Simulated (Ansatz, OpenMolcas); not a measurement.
A ladder of methods for C2H7NSi (SMILES C=C[SiH2]N)

C2H7NSi has 11 atoms, charge 0, and is taken as a singlet. SMILES: `C=C[SiH2]N`. Geometry: relaxed at PBE0-D4/def2-TZVP. This is one conformer, not always the lowest.

Each level gives the HOMO–LUMO gap (eV). The values are calculated.

| level | kind | program | value (eV) | CPU time |
| --- | --- | --- | --- | --- |
| HF/cc-pVDZ | Hartree–Fock | Ansatz | 14.12 | 3.3 s |
| SVWN5/cc-pVDZ | LDA | OpenMolcas | 4.61 | 58 s |
| PBE/cc-pVDZ | GGA | Ansatz | 4.68 | 7.1 s |
| M06-L/cc-pVDZ | meta-GGA | OpenMolcas | 5.17 | 93 s |
| M06-2X/cc-pVDZ | hybrid meta-GGA | OpenMolcas | 9.47 | 86 s |
| PBE0/cc-pVDZ | global hybrid | Ansatz | 7.16 | 8.3 s |
| HSE06/cc-pVDZ | range-separated hybrid | Ansatz | 6.37 | 9.1 s |
| wB97X/cc-pVDZ | range-separated hybrid | Ansatz | 11.87 | 28 s |

The values span 4.61 to 14.12 eV. Orbital gaps aren't excitation energies; they tend to grow with the share of exact exchange. Times are those of the runs behind each value, whatever else they computed, on shared processors of several kinds: orders of magnitude only.

The three semilocal functionals lie close together, from 4.61 to 5.17 eV, while the hybrids spread widely and Hartree–Fock stands highest at 14.12 eV. HSE06 falls below its close relative PBE0, 6.37 against 7.16 eV, whereas wB97X reaches 11.87 eV, so the range over which exchange acts matters as well as its amount. This probably reflects nonlocal exchange stabilising the occupied orbitals far more than the empty ones, with its long-range part widening the separation further.

Chemically, the HOMO is expected to combine vinyl π and nitrogen lone-pair character, and the LUMO to be mainly vinyl π*, perhaps lowered by mixing with σ* orbitals at silicon. The gaps alone can't confirm this assignment or show how strongly the amino group and the double bond interact through silicon. An isolated alkene-like π* level usually lies above the vacuum level, so the empty orbital here may be held in place partly by the compact basis, and convergence with diffuse functions remains untested.
